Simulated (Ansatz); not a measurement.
# Ge: energy above lowest point against volume scale

Free energy against uniform scaling of the volume at fixed shape and fractions; periodic cell, basis, potentials, k mesh and filling as listed. The results are calculated, by Ansatz 0.2.0.

The cell before it is scaled or strained (space group Fd-3m, No. 227):
```
Ge
1.0
      0.0000     2.8289     2.8289
      2.8289     0.0000     2.8289
      2.8289     2.8289     0.0000
Ge
2
Direct
  0.00000 0.00000 0.00000
  0.25000 0.25000 0.25000
```

Settings of every row: functional PBEsol; dispersion none; potentials PAW; wave cutoff 510 eV; density cutoff 2040 eV; k mesh 6x6x6; k shift 0x0x0; occupations fermi dirac; smearing width 0.1 eV; spin none; SCF threshold exponent -10.

Limits: coarse k mesh, up to 40 meV an atom off.

```csv
row,volume scale,V (Å³/atom),energy above lowest point (meV/atom)
1,0.9,20.375,69.6
2,0.925,20.941,39.2
3,0.95,21.507,18.4
4,0.975,22.073,5.7
5,1,22.639,0
6,1.025,23.205,0.2
7,1.05,23.771,?
8,1.075,24.337,15.7
9,1.1,24.903,29.8
```

Question: what energy above lowest point should row 7 give?

Worked fit of energy above lowest point. Take u = (V_r/V)^(2/3) − 1 with V_r = 22.356 Å³ an atom, which is twice the finite (Eulerian) strain; such expansions in the strain, on which the Birch-Murnaghan equation of state is built, carry the rest volume and the bulk modulus. The shown rows have u = 0.06381, 0.04455, 0.02615, 0.00853, -0.00835, -0.02454, -0.05503, -0.0694. Least squares give energy above lowest point = 1.98 + 338.1 × u + 10980 × u² + 4966 × u³ meV/atom; a parabola predicts inner rows, each left out in turn, worse (root mean square 0.36 against 0.1 meV/atom). The rows lie off it by 0.0, -0.1, 0.0, 0.0, 0.1, 0.0, -0.1, 0.1. Its lowest point lies at u = -0.0156, or V = 22.89 Å³ an atom, and the curvature there gives the bulk modulus at fixed shape and fractions, B = (4/9)(1 + u)² E″(u)/V = 64.8 GPa. The withheld row has u = -0.04009, so the fit gives 1.98 + 338.1 × (-0.04009) + 10980 × (-0.04009)² + 4966 × (-0.04009)³ = 5.8 meV/atom.

The calculation gave 5.7 meV/atom. The fit lies 0.1 meV/atom (1.8 % of the value, 0.14 % of the column's range) above it, one unit of the last digit.
